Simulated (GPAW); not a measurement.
# Static electronic dielectric constant of ZnWO4 in LDA linear response: effect of kernel, k mesh, band sum, local-field cutoff and scissors shift

Raising all empty bands of ZnWO4 by 1 eV lowers the calculated $\varepsilon_\infty$ by 0.43, yet leaving out the upper 29 of 93 bands lowers it by 0.85. States far above the gap thus matter more than a sizeable change of the gap itself.

The consequence is examined for a quarter-wave film of crystalline ZnWO4, for light of 2000 nm polarised along x. The film thickness follows from $\varepsilon_\infty$. Two constraints are chosen for the settings: the thickness must lie within 2 nm of that from the unshifted RPA row with the 120 eV local-field cutoff, and the response step must take no more than 100 core-s, so that it can be repeated for a series of strained films. The first constraint measures numerical agreement within one level of theory, not agreement with experiment.

## Set-up

The measured cell of a diffraction database, fixed. GPAW 26.7.0, plane waves with PAW (cutoff 450 eV), no spin polarisation, no spin-orbit coupling, clamped ions. Each name gives functional, response level, k mesh, size of the sum over states, local-field cutoff and any scissors shift of the empty bands; line broadening 0.1 eV. The smallest direct gap met on these meshes is 2.82 eV. All ran on Arm Neoverse N1, shared with other work, so times are rough.

Notes on method and selection:

- Spin-orbit coupling is left out; with atoms heavier than cadmium it mostly narrows gaps and raises ε∞.
- Meshes coarser than about 0.2 1/Å can put ε∞ too high by tens of per cent where the direct gap is small.
- Runs that did not converge, have known faults or may not be shown are not listed, and runs on Ansatz's PAW sets soft_1 and soft_2 are kept to separate tables.

Columns:

- bands: bands in the sum.
- scissors (eV): scissors shift.
- k spacing (1/Å): k-point spacing.
- ε∞: real dielectric constant at zero frequency, field along x.
- cost (core-s): processor time of the response step.

## Numbers

| member | bands | local-field cutoff (eV) | scissors (eV) | k spacing (1/Å) | ε∞ | cost (core-s) |
| --- | --- | --- | --- | --- | --- | --- |
| LDA, Bootstrap, 6×4×6, 93 bands, 60 eV, scissors 1 eV | 93 | 60 | 1 | 0.27 | 4.92 | 250 |
| LDA, RPA, 6×4×6, 93 bands, 20 eV | 93 | 20 | 0 | 0.27 | 4.85 | 200 |
| LDA, ALDA, 6×4×6, 93 bands, 60 eV | 93 | 60 | 0 | 0.27 | 4.78 | 330 |
| LDA, RPA, 3×2×2, 93 bands, 60 eV | 93 | 60 | 0 | 0.64 | 4.73 | 49 |
| LDA, RPA, 6×4×6, 93 bands, 60 eV | 93 | 60 | 0 | 0.27 | 4.72 | 260 |
| LDA, RPA, 6×4×6, 93 bands, 120 eV | 93 | 120 | 0 | 0.27 | 4.66 | 570 |
| LDA, RPA, 6×4×6, 93 bands, 60 eV, scissors 1 eV | 93 | 60 | 1 | 0.27 | 4.29 | 250 |
| LDA, RPA, 6×4×6, 64 bands, 60 eV | 64 | 60 | 0 | 0.27 | 3.87 | 120 |

## Why the values move as they do

Changes are counted from the unshifted RPA row with the 6×4×6 mesh, 93 bands and a 60 eV cutoff, where $\varepsilon_\infty$ = 4.72.

The sum over states has the largest effect. In the static limit each transition from a filled to an empty band adds a positive term, roughly $|r_{cv}|^2/E_{cv}$, with $r_{cv}$ the dipole matrix element and $E_{cv}$ the transition energy. Cutting the sum to 64 bands removes most of the empty ones and takes away 0.85 / (4.72 − 1) = 23 % of $\varepsilon_\infty - 1$. By the same argument, bands beyond the 93rd would raise the result further.

The scissors shift enlarges every $E_{cv}$. If the matrix elements stay fixed and one mean energy $\bar E$ stands for all transitions, $\varepsilon_\infty - 1$ scales as $\bar E/(\bar E + \Delta)$, where $\Delta$ is the shift. The two RPA values then give $\bar E$ = 1 × (4.29 − 1) / (4.72 − 4.29) = 7.7 eV, far above the smallest direct gap of 2.82 eV. This suggests a response spread over many transitions well above the gap, in keeping with the need for high bands. It also fits the small effect of the k mesh, a change of 0.01.

Local fields lower $\varepsilon_\infty$, because short-wavelength induced charge opposes the polarisation. Raising their cutoff from 20 to 60 eV changes the result by −0.13, and from 60 to 120 eV by −0.06. The slope falls from 0.13 / 40 = 0.003 to 0.06 / 60 = 0.001 per eV, but the drift has not ended.

The ALDA kernel adds 0.06. It is attractive but short-ranged, and so acts only through the local fields.

## Members off the line

The lowest value, 3.87 with 64 bands, is a truncation error and should not be used as a property of ZnWO4.

The highest, 4.92, belongs to the Bootstrap kernel, which was applied together with a 1 eV scissors shift. Its proper partner is the shifted RPA row, above which it lies by 4.92 − 4.29 = 0.63. The sign is expected: the kernel has a long-range attractive part that imitates the binding of electron and hole and strengthens the static response. Here it more than offsets the 0.43 lost through the shift. The size of this correction depends on the approximate form of the kernel, so the row is better read as a measure of model uncertainty than as the best value.

The 3×2×2 mesh does unexpectedly well for its spacing of 0.64 1/Å. That agreement is established here only for the field along x; results for y and z were computed but are not shown in the table.

## Computational cost

The finer k mesh costs 260 / 49 = 5.3 times as much as the coarse one and changes $\varepsilon_\infty$ by only 0.01. Going from 64 to 93 bands costs a factor of 260 / 120 = 2.2 and recovers 0.85, by far the best return in the table. Doubling the local-field cutoff from 60 to 120 eV costs a similar factor, 570 / 260 = 2.2, for a change of 0.06.

The time saved on the mesh is therefore best tried first on more bands, then on a higher local-field cutoff, though no row shows what bands beyond the 93rd would bring. ALDA takes 330 / 260 = 1.3 times as long as RPA with the same settings, and also needs more memory. That exceeds the scatter of the RPA, shifted RPA and Bootstrap rows, which all lie between 250 and 260 core-s, so neither the scissors shift nor the Bootstrap kernel shows a cost of its own. The extra time for ALDA is modest, and the choice of kernel and shift should still rest on physical grounds. The figures cover the response step only. The ground-state and band calculations before it must be repeated for each strained film too, and on both meshes the band calculation alone took longer than the response step.

## Selection

For a transparent, non-magnetic film the refractive index is $n = \sqrt{\varepsilon_\infty}$ and the quarter-wave thickness is $t = \lambda/(4n)$. With $\lambda$ = 2000 nm this gives $t = 500/\sqrt{\varepsilon_\infty}$ in nm. The formula neglects the small dispersion between zero frequency and 2000 nm, and treats x as a principal optical axis, which is an approximation in a monoclinic crystal.

The reference row gives 500 / √4.66 = 231.6 nm. The other unshifted RPA rows compare with it as follows:

- 64 bands: 500 / √3.87 = 254.2 nm, too thick by 254.2 − 231.6 = 22.6 nm.
- 20 eV cutoff: 500 / √4.85 = 227.0 nm, too thin by 231.6 − 227.0 = 4.6 nm.
- 6×4×6 mesh, 60 eV cutoff: 500 / √4.72 = 230.1 nm, too thin by 231.6 − 230.1 = 1.5 nm.
- 3×2×2 mesh, 60 eV cutoff: 500 / √4.73 = 229.9 nm, too thin by 231.6 − 229.9 = 1.7 nm.

The last two meet the thickness constraint, and only the 3×2×2 row, at 49 core-s, also meets the cost limit. It is the pick. The runner-up is the 6×4×6 row with the same cutoff, which agrees slightly better with the reference but takes 260 core-s.

The spread between levels of theory is much larger than the 2 nm tolerance, although ALDA alone changes little. The thickness is 500 / √4.78 = 228.7 nm with ALDA, 500 / √4.29 = 241.4 nm with the shifted RPA and 500 / √4.92 = 225.4 nm with Bootstrap and the shift. LDA commonly overestimates $\varepsilon_\infty$ of oxides, by roughly 10 % as a working figure. Applied to the pick, this gives 4.73 / 1.1 = 4.30 and a film of 500 / √4.30 = 241 nm. Missing high bands act the other way: an additional 0.1 in $\varepsilon_\infty$ would thin the film by 229.9 × 0.1 / (2 × 4.73) = 2.4 nm. The calculated 230 nm is therefore a starting thickness, to be corrected after an index measurement on the film.

A tolerance of 1 nm would overturn the pick, since the 60 eV cutoff would then fail on either mesh. A larger band sum could do the same, if it made the result more sensitive to the mesh or to the local-field cutoff.

## What to take away

For ZnWO4 with the field along x, the band sum needs attention before the k mesh. This holds between 64 and 93 bands and between spacings of 0.27 and 0.64 1/Å; a material with a small direct gap can behave quite differently.

One omitted effect exceeds the table's whole spread of 4.92 − 3.87 = 1.05. The ions are clamped, and in polar oxides their motion typically adds several units to the low-frequency dielectric constant, in some of them far more. How much it adds in ZnWO4 is not calculated here. It matters for a capacitor but hardly for the index at 2000 nm. Spin-orbit coupling, also omitted, should raise $\varepsilon_\infty$ by much less than that spread.
